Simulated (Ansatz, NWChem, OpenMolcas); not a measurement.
## A ladder of methods for BNH3F3 (SMILES [NH3+][B-](F)(F)F)

BNH3F3: 8 atoms, total charge 0, spin state singlet. As SMILES, `[NH3+][B-](F)(F)F`. The shape is that of a PBE0-D4/def2-TZVP optimisation.

```
atom    x (Å)    y (Å)    z (Å)
   N  -0.5018  -0.0524   0.6457
   B   0.5315   0.0387  -0.6681
   F   1.5211  -0.8604  -0.3781
   F  -0.2514  -0.3121  -1.7339
   F   0.9436   1.3433  -0.6794
   H  -1.2803   0.5873   0.5220
   H  -0.0063   0.1946   1.4967
   H  -0.8643  -0.9961   0.7393
```

Each level gives the energy change with the N1–H7 bond stretched from 1.015 to 1.827 Å (eV). The values are calculated.

```json
{"level": "HF/cc-pVDZ (restricted)", "kind": "Hartree–Fock", "program": "OpenMolcas", "value (eV)": "4.56", "CPU time (all runs)": "13 s"}
{"level": "BLYP/cc-pVDZ (restricted)", "kind": "GGA", "program": "OpenMolcas", "value (eV)": "3.38", "CPU time (all runs)": "60 s"}
{"level": "B3LYP/cc-pVDZ (restricted)", "kind": "global hybrid", "program": "NWChem", "value (eV)": "3.74", "CPU time (all runs)": "71 s"}
{"level": "PBE0/cc-pVDZ (restricted)", "kind": "global hybrid", "program": "Ansatz", "value (eV)": "3.90", "CPU time (all runs)": "15 s"}
{"level": "r2SCAN0/cc-pVDZ (restricted)", "kind": "hybrid meta-GGA", "program": "Ansatz", "value (eV)": "4.04", "CPU time (all runs)": "28 s"}
{"level": "HSE06/cc-pVDZ (restricted)", "kind": "range-separated hybrid", "program": "Ansatz", "value (eV)": "3.90", "CPU time (all runs)": "15 s"}
{"level": "B2PLYP/cc-pVDZ (restricted)", "kind": "double hybrid", "program": "NWChem", "value (eV)": "3.82", "CPU time (all runs)": "59 s"}
{"level": "BCCD(T)/cc-pVDZ (restricted)", "kind": "coupled cluster or CI", "program": "Ansatz", "value (eV)": "3.64", "CPU time (all runs)": "95 s"}
```

The first shape isn't each level's own minimum. The values span 3.38 to 4.56 eV. CPU times are rough (shared hosts, several kinds of processor): they show what a rung costs within a factor of a few.

Stretching the N–H bond costs most in Hartree–Fock, at 4.56 eV, and least in BLYP, at 3.38 eV, with coupled cluster between them at 3.64 eV. As the bond lengthens, its bonding and antibonding orbitals approach in energy and left–right correlation grows. A single restricted determinant cannot describe this and keeps too much ionic character in the stretched bond, so Hartree–Fock makes the stretch too costly.

The hybrids and the double hybrid all lie above coupled cluster, B3LYP most closely, while BLYP falls below it, probably because semilocal exchange mimics part of the left–right correlation that exact exchange leaves out. PBE0 and HSE06 agree at 3.90 eV, which suggests that screening long-range exchange matters little for so local a distortion.

The energies describe a partly stretched bond, not separated fragments, so they give neither an N–H dissociation energy nor a measure of the B–N dative bond's strength.
